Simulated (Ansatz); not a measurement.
# A series in volume scale on Zn

All results are calculated (Ansatz 0.2.0). Plane-wave DFT, scalar-relativistic PAW made under PBE with cores redone for the functional, no dispersion; the given relaxed cell is scaled uniformly, energy at zero smearing counts from the unscaled cell, pressure at the given Fermi-Dirac smearing is positive in compression.

The cell before it is scaled or strained (space group P6_3/mmc, No. 194):
```
Zn
1.0
      2.6065     0.0000     0.0000
     -1.3032     2.2573     0.0000
      0.0000     0.0000     9.6577
Zn
4
Direct
  1.00000 0.00000 1.00000
  1.00000 1.00000 0.50000
  0.33333 0.66667 0.25000
  0.66667 0.33333 0.75000
```

Settings of every row: spin polarised no; functional PBEsol; wave cutoff 420 eV; smearing width 0.1 eV; k mesh 16x16x4.

Atom starting moment: 0 on all atoms.

Limits: the cell comes from a prototype or a list of computed structures and needn't be the stable phase.

```csv
row,volume scale,V (Å³/atom),energy change per atom (meV),pressure (GPa)
1,0.88,12.501,75.43,16.24
2,0.92,13.069,30.44,9.46
3,0.96,13.637,6.85,4.15
4,1.04,14.774,?,?
5,1.08,15.342,22.34,-5.67
6,1.12,15.91,46.28,-7.57
```

Question: what energy change per atom and pressure should row 4 give?

Worked fit of energy change per atom. Take u = (V_r/V)^(2/3) − 1 with V_r = 13.637 Å³ an atom, which is twice the finite (Eulerian) strain; such expansions in the strain, on which the Birch-Murnaghan equation of state is built, carry the rest volume and the bulk modulus. The shown rows have u = 0.0597, 0.02877, 0, -0.07553, -0.09767. Least squares give energy change per atom = 6.953 + 552.58 × u + 9848.9 × u² meV; a straight line predicts inner rows, each left out in turn, worse (root mean square 26 against 1.1 meV). The rows lie off it by 0.39, -0.56, -0.10, 0.94, -0.66 (root mean square 0.6 meV). The withheld row has u = -0.05199, so the fit gives 6.953 + 552.58 × (-0.05199) + 9848.9 × (-0.05199)² = 4.85 meV.

The calculation gave 6.14 meV. The fit lies 1.29 meV (21 % of the value, 1.9 % of the column's range) below it; its largest miss of a shown row is 0.94 meV.

Worked fit of pressure. Take u = (V_r/V)^(2/3) − 1 with V_r = 13.637 Å³ an atom, which is twice the finite (Eulerian) strain; such expansions in the strain, on which the Birch-Murnaghan equation of state is built, carry the rest volume and the bulk modulus. The shown rows have u = 0.0597, 0.02877, 0, -0.07553, -0.09767. Least squares give pressure = 4.16 + 170.63 × u + 522.8 × u² GPa; a straight line predicts inner rows, each left out in turn, worse (root mean square 1.4 against 0.084 GPa). The rows lie off it by 0.03, -0.04, -0.01, 0.08, -0.05 (root mean square 0.048 GPa). The withheld row has u = -0.05199, so the fit gives 4.16 + 170.63 × (-0.05199) + 522.8 × (-0.05199)² = -3.30 GPa.

The calculation gave -3.19 GPa. The fit lies 0.11 GPa (3.4 % of the value, 0.46 % of the column's range) below it; its largest miss of a shown row is 0.08 GPa.
